## Which method made which error in ZrF?

Each row below gives the error of one method in the binding energy of the molecule ZrF, the energy needed to pull it apart into atoms. A positive error means that the method binds too strongly. Errors are counted from CCSDT(Q) in the same basis, so they measure agreement with a high-level calculation and not with nature. Which method belongs to which letter?

Errors in the atomization energy of ZrF (neutral quartet, PBE0/def2-TZVP geometry), without zero-point term, for HF, MP2, coupled cluster and AFQMC, computed with Ansatz 0.2.0 and the AFQMC program afq 1. The basis is def2-TZVP with a core potential on Zr, the molecular determinant is UHF, and noble-gas cores are left uncorrelated. Positive errors mean overbinding. Candidates: released AFQMC, CCSDT, MP2, HF, ph-AFQMC/HF, ph-AFQMC/CISD.

| row | this level less the reference (CCSDT(Q), same basis) (meV) | statistical noise, one standard error (meV) |
| --- | --- | --- |
| A | 9.0 | 5.00 |
| B | -2.0 | 6.00 |
| C | -10.0 | 0.00 |
| D | -1248.0 | 0.00 |
| E | 155.0 | 33.00 |
| F | 496.0 | 0.00 |

Two further levels are known beforehand. CCSD, which treats correlated pairs of electrons, errs by −115 meV. CCSD(T) adds an estimate of the correlation among three electrons at a time and ends at +12 meV.

### The rows without noise

Three candidates are random walks in the space of determinants (AFQMC) and carry a statistical error. The other three, HF, MP2 and CCSDT, carry none and must therefore be C, D and F.

D underbinds by more than an electronvolt. That is the mark of HF, in which each electron feels only the average of the others. When the bond forms, fluorine takes over most of an electron from zirconium, and its compact 2p shell then holds one more pair of electrons that avoid each other. HF leaves out this gain in correlation energy, so its molecule comes out too weakly bound.

C and F are left for CCSDT and MP2. CCSDT treats in full the triple excitations that CCSD(T) estimates, so it should land close to CCSD(T). C lies 22 meV from it and F almost half an electronvolt away. C is therefore CCSDT and F is MP2, and I regard these three assignments as sure.

### The rows with noise

In the phaseless walks a trial wave function steers the random walkers and keeps the noise in check, at the price of a bias. The poorer the trial, the larger this bias tends to be. E lies at 155 ± 33 meV, almost five standard errors from zero, and fits the crudest trial, a single HF determinant. This assignment is practically sure.

A and B are harder. One is the walk with the richer CISD trial, the other the walk whose constraint was released. Their values, 9 ± 5 and −2 ± 6 meV, differ by only 1.4 standard errors.

A small model shows how much they can tell. Let the released walk scatter about the true value by its noise alone, and let the CISD walk have a bias of some 10 meV besides, a width that I assume. If the reference is exact, the odds are about three to one that B is the released walk. If the exact binding lies only 5 meV above the reference, the odds turn slightly the other way. My guess is A for the CISD trial and B for the released walk, but the pair stays ambiguous.

### The labels

The rows with their labels:

| level | this level less the reference (CCSDT(Q), same basis) (meV) | statistical noise, one standard error (meV) |
| --- | --- | --- |
| HF | -1248.0 | 0.00 |
| MP2 | 496.0 | 0.00 |
| CCSD | -115.0 | 0.00 |
| CCSD(T) | 12.0 | 0.00 |
| CCSDT | -10.0 | 0.00 |
| ph-AFQMC/HF | 155.0 | 33.00 |
| ph-AFQMC/CISD | 9.0 | 5.00 |
| released AFQMC | -2.0 | 6.00 |

The guess agrees with the labels, though the values didn't force it. The label of the last row is itself not quite certain: its noise is smaller than that of the last released point of the molecule, and could belong to an earlier released point or to a separate walk that had no constraint from the start. Nor does the small error of the released walk prove the reference independently, because CCSDT(Q) was accepted as the reference only where it agreed with such a walk within a few tens of meV.

### Why does MP2 bind too strongly?

A tempting answer is that MP2 exaggerates the correlation in the molecule. The total energies refute it. A binding energy is a difference, and so is its error:

$$\Delta D=\delta_\text{atoms}-\delta_\text{mol}$$

Here $\Delta D$ is the error in the table, and each $\delta$ is the height of a total energy above its CCSDT(Q) value. For the MP2 molecule $\delta_\text{mol}$ is 402 meV, so MP2 finds too little correlation there, not too much. With $\Delta D=496$ meV, the two atoms together must lie $496+402=898$ meV too high. MP2 overbinds because it describes the separated atoms even worse than the molecule.

Would this happen if MP2 simply missed the same share of the correlation energy everywhere? The HF energy lies 8578 meV above the reference in the molecule and $8578-1248=7330$ meV above it in the atoms. Equal shares would then give

$$\delta_\text{atoms}=402\times\frac{7330}{8578}\approx 344\ \text{meV},\qquad \Delta D\approx 344-402=-58\ \text{meV}.$$

This estimate has no fitted constant, and it predicts slight underbinding where MP2 in fact overbinds strongly. MP2 must therefore miss a larger share of the correlation energy in the atoms than in the molecule. The printed analysis after this text gives the same comparison for the other levels. Its last row, though named released AFQMC, uses the molecular energy of a separate walk that had no constraint from the start, chosen because its noise fits that row. This energy lies 15 meV above the reference, with a standard error of 6 meV that does not cover what may remain of the starting state. The last point of the released walk itself lies only about 0.1 meV above the reference, with a standard error of 12 meV. With that point the inferred atoms would lie about 2 meV below the reference instead of 13 meV above it, so the split between molecule and atoms in this row is uncertain. The argument about MP2 does not depend on it.

### The pair that the bond breaks up

Theory offers a candidate, the 5s pair of the zirconium atom. The atom has this pair in its known ground state, 4d²5s². I assume that the calculated atom has it too, since the outputs at hand cover only the molecule. The empty 5p orbitals lie close above 5s, and the two electrons avoid each other largely by moving into 5p together. MP2 judges the cost of this move by HF orbital energies. These place the empty orbitals too high, because an electron put there is made to feel all the others, including the one it has replaced. The move looks too expensive, and MP2 credits the pair with too little correlation.

In the molecule this pair no longer exists. The calculated state is a quartet with hardly any spin contamination. In the ionic picture fluorine has a closed octet, and the three valence electrons left on zirconium have parallel spins in three different orbitals. Bond formation thus adds a pair on fluorine and removes one on zirconium. MP2 undervalues the pair that is lost, and so it makes the net gain too large.

CCSD supports this reading. It lets the electrons of a pair respond to each other fully, and for two electrons on their own it would be exact. Going from MP2 to CCSD cuts the deficit of the atoms from 898 to 195 meV, but that of the molecule only from 402 to 310 meV. The level that handles pairs properly thus repairs mainly the atoms. What remains is larger in the molecule, and CCSD underbinds.

The AFQMC walk with the HF trial leans the same way as MP2. Its total energy is about 90 meV too high in the molecule and about 245 meV too high in the atoms. A single determinant is a poor guide for a pair that is spread over 5s and 5p, so the same weak spot may well be at work. The CISD trial contains such pair excitations, and with it the error in the binding falls to 9 meV.

These figures do not show how the atomic deficit divides between zirconium and fluorine. The open-shell fluorine atom may contribute to the MP2 error too, since MP2 also tends to overrate the binding of an extra electron to fluorine. Sodium fluoride would be a useful neighbour for comparison. Sodium has a single valence electron and no s pair to lose, so only the fluorine part of the imbalance should remain. If MP2 overbinds much less there, that would support the role of the zirconium pair, which one molecule alone cannot prove.

### How far the numbers reach

The HF determinant of the molecule is a saddle point, so a lower one exists. The MP2 and coupled-cluster energies are built on the same determinant. The HF error of −1248 meV belongs to this determinant and would be smaller in size with the lower one. The quartet itself has not been shown to be the ground state. In a doublet that kept an s pair on zirconium, the error of MP2 could be quite different.

The agreement within some 10 meV among the best levels is agreement on a restricted problem. The 4s and 4p shells of zirconium are frozen, although 4p lies close in energy to the 2s shell of fluorine. In the molecule the frozen and the correlated orbitals had mixed almost equally and were rotated apart, a step on which the binding energy may depend. Spin–orbit coupling is left out too. The true binding energy may differ from the reference by more than these levels differ from each other.

The error of MP2 is large enough to matter in practice. Zirconium oxide serves as a dielectric in microelectronics, and some processes for etching it begin by turning its surface into fluoride. An error of half an electronvolt in a Zr–F bond, as MP2 makes in this molecule, could spoil an estimate of whether such a step releases or costs energy.

Numerical output:

```
Share of the correlation part of the binding:
             row  error in meV  share recovered in percent
              HF         -1248                           0
             MP2           496                       139.7
            CCSD          -115                       90.79
         CCSD(T)            12                         101
           CCSDT           -10                        99.2
     ph-AFQMC/HF           155                       112.4
   ph-AFQMC/CISD             9                       100.7
  released AFQMC            -2                       99.84
Total energies above CCSDT(Q) in meV:
             row  molecule  atoms (inferred)  binding error if equal shares were missed
              HF      8578              7330                                      -1248
             MP2     402.1             898.1                                      -58.5
            CCSD     309.8             194.8                                     -45.07
         CCSD(T)     29.46             41.46                                     -4.286
           CCSDT     15.23              5.23                                     -2.216
     ph-AFQMC/HF     90.04               245                                      -13.1
   ph-AFQMC/CISD     20.37             29.37                                     -2.963
  released AFQMC     15.31             13.31                                     -2.227
HF binding energy in eV: 4.563
Part of the binding energy missing in HF in percent: 21.48
CCSD(T) less CCSD in meV: 127
CCSDT less CCSD(T) in meV: -22
MP2 share of the correlation energy of the molecule in percent: 95.31
MP2 share of the correlation energy of the atoms in percent: 87.75
HF-trial error in its own standard errors: 4.697
CISD-trial error in its own standard errors: 1.8
Released error in its own standard errors: -0.3333
CISD trial less released in meV: 11
Standard error of that difference in meV: 7.81
Odds for the true order if the reference is exact: 3.05
Odds for the true order if the exact binding is 5 meV above the reference: 0.6808
HF trial less free projection in the molecule in meV: 74.73
Standard error of that molecular difference in meV: 27.42
```
